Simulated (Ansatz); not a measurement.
## From B to In: the HOMO–LUMO gap

One atom is swapped for its congeners: C2H9BO `[BH3-][O+](C)C`; C2H9AlO `C[O+](C)[AlH3-]`; C2H9InO `C[O+](C)[InH3-]`. The Ga member is missing. All are singlets with charge 0.

Shapes, held fixed at every level: PBE0-D4/def2-TZVP. Programs: Ansatz 0.2.0. Values in eV.

```tsv
level	C2H9BO	C2H9AlO	C2H9InO
SPW92/def2-TZVPP	6.01	5.19	4.88
B3LYP-D4/def2-TZVPP	8.08	7.15	6.60
BHLYP-D4/def2-TZVPP	10.62	9.56	8.80
PBE0-D4/def2-TZVPP	8.56	7.56	7.01
r2SCAN0-D4/def2-TZVPP	9.14	8.04	7.44
wB97M-V/def2-TZVPP	12.45	11.37	10.56
```

At wB97M-V/def2-TZVPP the HOMO–LUMO gap falls at every step, from 12.45 to 10.56 eV. Every level shows the same order. For atoms past krypton def2 sets carry core potentials with scalar relativity. Orbital gaps aren't excitation energies, and the LUMO depends on the basis.

The gap narrows from the borane to the indane adduct of dimethyl ether, and at every level the larger part of the drop comes between boron and aluminium. This suggests that the main change is the loss of the compact 2p valence shell. Boron overlaps strongly with hydrogen and oxygen, which keeps the bonding and antibonding combinations far apart. The more diffuse valence orbitals of aluminium and indium overlap less well, so the filled E–H σ levels and the empty orbitals with σ* character on the metal probably lie closer together.

The ordering is far more secure than the size of any gap: for the borane adduct alone the values run from 6.01 to 12.45 eV, a spread wider than the whole change down the group, probably in large part because the functionals differ in the amount and range of exact exchange. A smooth decline through gallium doesn't follow from these endpoints, since its filled 3d shell screens the nucleus poorly and often makes it break group trends.
